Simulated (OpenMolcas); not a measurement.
## CH4AlNO: a line through the functionals

CH4AlNO: 8 atoms, total charge 0, spin state singlet. SMILES: `C1[NH][AlH][O]1`. The shape is that of a PBE0-D4/def2-TZVP optimisation.

The vertical energy of the triplet above the singlet y, in eV, basis def2-SVPD; a is the functional's share of exact exchange. Programs: OpenMolcas 26.06.

| functional | program | a | y (eV) |
| --- | --- | --- | --- |
| r2SCAN | OpenMolcas | 0 | 4.77 |
| revPBE | OpenMolcas | 0 | 4.78 |
| B3LYP | OpenMolcas | 0.2 | ? |
| PBE0 | OpenMolcas | 0.25 | 4.90 |
| BHLYP | OpenMolcas | 0.5 | 5.00 |

Fit y = c + s·a to the known rows and predict B3LYP.


1. Means of the 4 rows: a = 0.1875, y = 4.862.
2. Σ(Δa)² = 0.17188, Σ(Δa·Δy) = 0.078125, so the slope is 0.078125/0.17188 = 0.45453.
3. Intercept: 4.862 − (0.45453) × 0.1875 = 4.777. The largest residual of the fit is 0.009.
4. B3LYP: 4.777 + (0.45453) × 0.2 = 4.87 eV.

The run gave 5.03 eV, so the prediction is off by -0.16 eV, more than the largest residual. The rows mix families of semi-local functionals, which the line can't see.

All the functionals place the triplet well above the singlet at this geometry, as expected for a saturated ring without a low-lying π* orbital. The excitation probably takes an electron from a lone pair on nitrogen or oxygen into an orbital with much aluminium 3p character, since three-coordinate aluminium offers an empty acceptor level.

The apparent rise with exact exchange doesn't survive the B3LYP result. At 5.03 eV it lies slightly above BHLYP at 5.00 eV, although BHLYP has far more exact exchange and shares the Becke exchange and LYP correlation ingredients. From revPBE to PBE0, by contrast, the gap does rise. The fitted slope is therefore not a general response to exact exchange, and the small residuals of the four fitted rows don't make it one; the remaining differences may reflect how each correlation functional treats parallel-spin electrons. The vertical gap also leaves open how far the triplet would drop on relaxation, which could be considerable if the strained ring stretches or opens.
